**Student:** The ionised fraction of Mg in GaN falls with doping. Why should it ever turn round?

**Lecturer:** Take $N$ uncompensated acceptors at depth $E$ above the valence edge, with neutral-state degeneracy $g$ and Boltzmann holes. Neutrality gives $p^2/(N-p)=p_1$ with $p_1=(N_V/g)\,e^{-E/kT}$. With $f=p/N$ and $x=p_1/N$,
$$\frac{f^2}{1-f}=x,\qquad f=\frac{2}{1+\sqrt{1+4/x}},$$
so $f$ rises monotonically with $x$. Now let $E=E_0-aN^{1/3}$:
$$\frac{d\ln x}{d\ln N}=\frac{aN^{1/3}}{3kT}-1 .$$
This rises through zero at $N^*=(3kT/a)^3$, a minimum, where $E=E_0-3kT$ and
$$x_{\min}=\frac{N_V}{gN^*}\,e^{\,3-E_0/kT}.$$
The level merges with the band at $N_m=(E_0/a)^3$, so $N^*/N_m=(3kT/E_0)^3$. The minimum comes before merging only if $3kT<E_0$.

**Student:** And $a$?

**Lecturer:** The law is empirical. As an assumed scale I take the mean Coulomb energy to the nearest of randomly placed centres. Since $\langle 1/r\rangle=\Gamma(2/3)(4\pi N/3)^{1/3}=2.18\,N^{1/3}$, this gives $a=2.18\,e^2/(4\pi\varepsilon_0\varepsilon_r)$. For GaN, $\varepsilon_r=10.4$ along $c$ (compiled value, Ioffe Institute), anisotropy ignored. Its spin-orbit splitting, 0.014 eV (compiled value, Vurgaftman 2001), is below $kT=25.9$ meV at 300 K, so I lump the upper valence bands into one mass $m$, with $N_V=2(2\pi mkT/h^2)^{3/2}$. Approximate inputs: $g=4$ throughout; $E_0=230$, 370, 45 meV for GaN:Mg, diamond:B, Si:B; $m/m_e=1.5$, 0.8, 0.75 (Si at 77 K); $\varepsilon_r=5.7$ for diamond and 11.7 for Si. Then $a=3.02$, 5.51, $2.69\times10^{-8}$ eV cm, and the model gives:

| System | $T$ (K) | $E_0/3kT$ | $N^*$ (cm$^{-3}$) | $N_m$ (cm$^{-3}$) | $N_V/gN^*$ | $f_{\min}$ |
|---|---|---|---|---|---|---|
| diamond:B | 300 | 4.77 | $2.8\times10^{18}$ | $3.0\times10^{20}$ | 1.61 | 0.0044 |
| GaN:Mg | 300 | 2.97 | $1.7\times10^{19}$ | $4.4\times10^{20}$ | 0.68 | 0.042 |
| GaN:Mg | 400 | 2.22 | $4.0\times10^{19}$ | $4.4\times10^{20}$ | 0.44 | 0.10 |
| Si:B | 77 | 2.26 | $4.1\times10^{17}$ | $4.7\times10^{18}$ | 1.30 | 0.16 |
| Si:B | 300 | 0.58 | $2.4\times10^{19}$ | $4.7\times10^{18}$ | – | none |

**Student:** Diamond has the deepest level yet turns earlier than GaN. That looks backwards.

**Lecturer:** $E_0$ is absent from $N^*$, which scales as $(\varepsilon_rT)^3$. Weak screening moves the level faster. The depth sets the value instead: for small $x$, $f\approx\sqrt{x}$, so $f_{\min}\propto e^{-E_0/2kT}$. GaN at 400 K and Si at 77 K have nearly equal $E_0/3kT$, and differ through the prefactor $N_V/gN^*\propto m^{3/2}\varepsilon_r^{-3}T^{-3/2}$. Si:B loses its minimum above $E_0/3k=174$ K. At 300 K its $f$ falls all the way to $N_m$, near which impurity-band formation spoils the single-level picture anyway.

**Student:** Is Boltzmann statistics safe at such doping?

**Lecturer:** It depends on $r=p/N_V$. The first Fermi-Dirac correction multiplies $x$ by $e^{-r/\sqrt8}$. At the minimum $p\propto N$ locally, so the condition becomes $aN^{1/3}=3kT(1+r/\sqrt8)$. The worst row with a minimum is GaN at 400 K: $r=0.057$ raises $N^*$ by $3r/\sqrt8\approx6$ %.

**Student:** My real objection: neutral Mg carries no charge. Shouldn't the shift follow the ionised density?

**Lecturer:** That choice is as large as the effect itself. With $E=E_0-ap^{1/3}$, neutrality reads $f=1/(1+p/p_1)$, and $p/p_1$ peaks at $p=(3kT/a)^3$. For GaN at 300 K, where $x_{\min}=1.9\times10^{-3}$, this needs $N=p\,(1+1/x_{\min})=9\times10^{21}$ cm$^{-3}$, far beyond practical doping. At $N=N^*$ this variant obeys $f^2/(1-f)=x_{\min}\,e^{3f^{1/3}-3}$, which gives $f=0.014$ and a shift of 19 meV instead of 78 meV.

**Student:** So what do I believe for GaN:Mg?

**Lecturer:** The total-density model has its minimum at $E=152$ meV, with $N_V=4.6\times10^{19}$ cm$^{-3}$, $f=0.042$ and $p=7\times10^{17}$ cm$^{-3}$. These numbers are the model's. Typical films near this Mg content ionise about 1–2 % at room temperature, so the model is high by a factor of roughly two to four. Compensating donors and unactivated Mg, both omitted here, lower the hole density per Mg atom.